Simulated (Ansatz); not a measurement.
## ZnSe2: phonon heat capacity and phonon entropy against temperature

Harmonic vibrational free energy, entropy and heat capacity at constant volume, per atom, from the force constants of a q mesh, imaginary modes left out; plane waves with PAW datasets, Gamma-centred k mesh. The results are calculated, by Ansatz 0.2.0.

Structure of every row (space group Pa-3, No. 205):
```
CELL_PARAMETERS angstrom
6.23880 0.00000 0.00000
0.00000 6.23880 0.00000
0.00000 0.00000 6.23880
ATOMIC_POSITIONS crystal
Zn 0.50000 0.50000 0.00000
Zn 0.50000 0.00000 0.50000
Zn 0.00000 0.50000 0.50000
Zn 0.00000 0.00000 0.00000
Se 0.10997 0.89003 0.39003
Se 0.89003 0.39003 0.10997
Se 0.39003 0.10997 0.89003
Se 0.60997 0.60997 0.60997
Se 0.89003 0.10997 0.60997
Se 0.10997 0.60997 0.89003
Se 0.60997 0.89003 0.10997
Se 0.39003 0.39003 0.39003
```

Settings of every row: functional PBEsol; dispersion none; spin none; wave cutoff 420 eV; k mesh 4x4x4; occupations fixed; smearing width 0 eV; pressure 0 GPa; phonon method linear response; q mesh 2x2x2.

Limits: field response not converged on the k mesh; phonon interpolation lacks quadrupole term; the cell comes from a prototype or a list of computed structures and needn't be the stable phase.

```csv
row,temperature (K),phonon heat capacity (kB/atom),phonon entropy (kB/atom),phonon free energy (meV/atom)
1,200,2.75,3.586,-5.5
2,300,2.883,4.732,-41.7
3,400,2.933,5.569,-86.2
4,500,?,?,?
5,600,2.97,6.766,-193.2
6,700,2.978,7.225,-253.5
7,800,2.983,7.623,-317.5
8,900,2.986,7.974,-384.8
9,1000,2.989,8.289,-454.9
```

Question: what phonon heat capacity and phonon entropy should row 4 give?

Worked fit of phonon heat capacity. At high temperature a harmonic heat capacity falls short of its limit by a term in 1/T², so take t = (100 K / T)². The shown rows have t = 0.25, 0.11111, 0.0625, 0.02778, 0.02041, 0.01562, 0.01235, 0.01. Least squares give phonon heat capacity = 2.9999 − 1.093 × t + 0.374 × t² kB/atom; a straight line predicts inner rows, each left out in turn, worse (root mean square 0.0022 against 0.0003 kB/atom). All shown rows lie on it to the printed digit. The constant, 2.9999 kB/atom, is to be held against the harmonic limit of 3 k_B an atom. The withheld row has t = 0.04, so the fit gives 2.9999 − 1.093 × (0.04) + 0.374 × (0.04)² = 2.957 kB/atom.

The calculation gave 2.957 kB/atom. The fit meets it to the printed digit.

Worked fit of phonon entropy. Entropy rises as the heat capacity times the change of ln T, so take t = ln(T / 300 K). The shown rows have t = -0.4055, 0, 0.2877, 0.6931, 0.8473, 0.9808, 1.0986, 1.204. Least squares give phonon entropy = 4.7383 + 2.8764 × t + 0.06339 × t² kB/atom; a straight line predicts inner rows, each left out in turn, worse (root mean square 0.015 against 0.0051 kB/atom). The rows lie off it by 0.004, -0.006, -0.002, 0.004, 0.004, 0.003, -0.001, -0.004 (root mean square 0.0038 kB/atom), a smooth pattern that one more power would take up: the form is only approximate. The slope at t = 0, 2.88 kB/atom, estimates the heat capacity at 300 K. The withheld row has t = 0.5108, so the fit gives 4.7383 + 2.8764 × (0.5108) + 0.06339 × (0.5108)² = 6.224 kB/atom.

The calculation gave 6.226 kB/atom. The fit lies 0.002 kB/atom (0.043 % of the column's range) below it; its largest miss of a shown row is 0.006 kB/atom.

The other values of row 4: phonon free energy -137.1 meV/atom.
